**Q:** The energy of PbS reaches 49 meV/atom at the smallest volume but only 1.6 at the largest. Does the crystal resist squeezing thirty times more than stretching?

ABACUS, plane-wave PBE for rocksalt PbS without spin-orbit coupling or dispersion correction: PseudoDojo NC SR 0.4.1 PBE standard potentials, 857 eV cutoff, 8×8×8 k mesh, Fermi–Dirac smearing of 0.05 eV. The static cell is scaled at fixed shape and fractional coordinates; energies count from the minimum of the fitted equation of state.

```
volume (Å³/atom)  energy (meV/atom)  pressure (GPa)
           24.52              49.20           6.570
           25.04              30.36           4.980
           25.56              16.45           3.530
           26.09               7.04           2.220
           26.61               1.69           1.040
           27.13               0.00          -0.020
           27.65               1.63          -0.990
```

**A:** No. Look first at where the minimum lies: close to 27.13 Å³/atom, not in the middle of the range. The smallest volume is 2.60 Å³/atom below it, the largest only 0.53 above it. Energy near a minimum grows as the square of the displacement, so the unequal distances alone would make the end energies differ by a factor of about 25. The computed factor is 30, and only the difference between these two factors tells us about the crystal.

**Q:** Why is the range off-centre?

**A:** The volumes are spaced evenly around the given cell, at 26.09 Å³/atom, and this calculation prefers a larger one. Its cubic edge at the minimum is 6.01 Å, against 5.93 Å in the given cell, which is therefore under 2.2 GPa. PBE usually makes lattices somewhat too large, and that is the likely reason here, since the measured edge is roughly 5.9 Å. The pressures in the table thus count from this method's own minimum, and a real crystal with the same volume would be under less pressure.

**Q:** Then compare equal distances. The rows at 26.61 and 27.65 have almost the same energy, so isn't the curve simply a parabola?

**A:** Near the minimum it almost is, but the pressures show the departure clearly. The volume steps are equal, and a parabola in volume would need the same change of pressure for each. Instead the change grows from 0.97 GPa for the step at the expanded end to 1.59 GPa for the step at the compressed end. The crystal stiffens as it shrinks. By the smallest volume the parabola gives 41 meV/atom, about 16 % below the computed energy.

**Q:** What makes it stiffer? The bonds are the same bonds.

**A:** Part of the answer is geometry. Suppose that the energy were exactly quadratic in the Pb–S distance r, like an ideal spring. Volume goes as r³, so removing the same volume from a smaller cell takes a larger bite out of r, and the force is spread over a smaller area. Pressure then rises faster than in proportion to the volume removed, although the spring itself has not changed. At the smallest volume this recovers 2.8 of the 7.8 meV/atom by which the parabola falls short.

**Q:** And the other five?

**A:** They require the spring itself to stiffen, and here theory has to supply the cause, because the table gives only total energies and pressures. When Pb and S approach, their filled shells overlap, and the Pauli principle forces the electrons into states of higher kinetic energy. This repulsion rises steeply with shortening, whereas the attraction that holds the crystal together rises slowly. At the minimum the two forces cancel. On compression the repulsive force pulls ahead, and it does so faster with each further step; on expansion it dies away first and leaves a softer crystal.

**Q:** Can that be turned into a number?

**A:** Take the Born model of an ionic crystal, with energy −A/r + C/rⁿ per Pb–S pair. The first term is the electrostatic attraction of the whole lattice, the second the repulsion, and n says how steep the repulsion is. Setting the force to zero at the equilibrium distance r₀ removes C. The curvature there then fixes n through the bulk modulus B₀, the resistance to uniform compression:

n − 1 = 9B₀V₀ / (A/r₀), where V₀ is the volume of a pair.

The third derivative gives the modulus slope, the rise of the modulus per unit of pressure:

B₀′ = 2 + (n + 1)/3.

An ideal spring in r would give a slope of only 1.

Now insert the values at the minimum, with formal charges of +2 and −2:

- B₀ = 53 GPa = 0.331 eV/Å³, V₀ = 2 × 27.125 = 54.25 Å³ and r₀ = 3.005 Å
- 9B₀V₀ = 9 × 0.331 × 54.25 ≈ 162 eV
- A/r₀ = 1.748 × 4 × 14.4 / 3.005 ≈ 33.5 eV, where 1.748 is the Madelung constant of rocksalt and 14.4 eV Å the Coulomb constant
- n ≈ 1 + 162/33.5 ≈ 5.8, hence B₀′ ≈ 2 + 6.8/3 ≈ 4.3

The equation of state fitted to the seven energies has a slope of 4.15. At the smallest volume the Born energy is within 0.3 meV/atom of the computed 49. That row helped to determine V₀ and B₀, so the test concerns only how the stiffness changes away from the minimum. The output below compares the simple curves row by row.

**Q:** So PbS consists of Pb²⁺ and S²⁻ ions?

**A:** The curve can't tell you that. The second-order Birch–Murnaghan form, which is simply quadratic in 1/r² and contains no charges, does equally well at the smallest volume, with a small miss of the opposite sign. With charges of 1 the Born model gives a slope of about 9, far too high, because its weaker attraction needs a much steeper repulsion to reach the same modulus. In real PbS covalent bonding also contributes to the attraction, and the formal charges probably stand in for it. Written out, the Birch–Murnaghan form is itself an attraction in 1/r² against a repulsion in 1/r⁴, so a faster attraction with a gentler repulsion does the same job. What the comparison supports is a modulus slope near four. It doesn't fix the two exponents separately, and n ≈ 5.8 belongs to the model rather than to PbS.

**Q:** What would I carry over to a similar crystal?

**A:** Start from its modulus at zero pressure and add about four times the pressure. Between the two smallest volumes here the mean pressure is 5.8 GPa, so the rule gives 53 + 4 × 5.8 ≈ 76 GPa, and the computed pressures give 76 as well. The factor of four is typical where a steep repulsion balances a slower attraction; a steeper repulsion raises it. For PbS it is less certain than the modulus itself, because it depends on how the curvature of the energy changes, not just on the curvature. The fit to the energies gives 4.15 at the minimum. The pressures give 3.97 as an average over the whole range, a little lower, as expected if the slope itself declines under pressure.

**Q:** May I use that for PbS in a press at 6 GPa?

**A:** Only for PbS that is still rocksalt. The real compound changes its structure at a few GPa, and this calculation scales one cell without letting its shape or atomic arrangement change. The most compressed rows therefore describe how rocksalt PbS would stiffen if it were held in that structure. They don't give the stiffness of the phase that you would find in the press. The calculation also leaves out spin-orbit coupling, which in a compound of a heavy element such as lead may shift the volume and the modulus somewhat. PbS also has a small gap that is expected to narrow under compression, so with 0.05 eV of smearing the most compressed rows may have partly filled bands; the table can't show whether they do.

The analysis program printed:

```
Energy above the minimum in meV/atom:
    row  computed  parabola in volume  spring in length  Birch-Murnaghan second order  Born with charges 2
  24.52      49.2               41.39             44.24                         48.95                49.43
  25.04     30.36               26.47              27.9                         30.23                30.46
  25.56     16.45               14.87             15.46                         16.41                 16.5
  26.09      7.04                6.59             6.763                         7.033                7.059
  26.61      1.69               1.634             1.655                         1.687                1.691
  27.13         0           0.0001087         0.0001087                     0.0001086            0.0001086
  27.65      1.63               1.688             1.666                         1.635                1.632
Stiffness between each row and the row above in GPa:
    row  fall of pressure  mean pressure  bulk modulus
  25.04             1.593          5.775         75.68
  25.56             1.447          4.255         70.17
  26.09             1.309          2.878         64.78
  26.61             1.179          1.634         59.54
  27.13             1.064          0.512         54.81
  27.65            0.9672        -0.5038         50.78
Cubic lattice edge at the fitted minimum (angstrom): 6.009
Cubic lattice edge of the given cell (angstrom): 5.932
Shortening of all distances at the smallest volume from the minimum (percent): 3.309
Smallest volume lies below the minimum by (angstrom^3/atom): 2.604
Largest volume lies above the minimum by (angstrom^3/atom): 0.5259
Energy ratio of the two end rows expected from a parabola: 24.52
Energy ratio of the two end rows computed: 30.18
Energy ratio of rows 26.61 and 27.65 expected from a parabola: 0.9682
Energy ratio of rows 26.61 and 27.65 computed: 1.037
Parabola in volume less computed at the smallest volume (meV/atom): -7.811
The same shortfall (percent of the computed energy): 15.88
Part of the shortfall recovered by the spring in length (meV/atom): 2.848
Spring in length less computed at the smallest volume (meV/atom): -4.963
Birch-Murnaghan second order less computed at the smallest volume (meV/atom): -0.2506
Born form less computed at the smallest volume (meV/atom): 0.2311
Repulsion exponent n of the Born form with charges 2: 5.825
Modulus slope of the Born form with charges 2: 4.275
Modulus slope of the Born form with charges 1: 9.1
Modulus slope from the pressures over the whole range: 3.966
Pressure at the smallest volume from the parabola in volume (GPa): 5.092
```
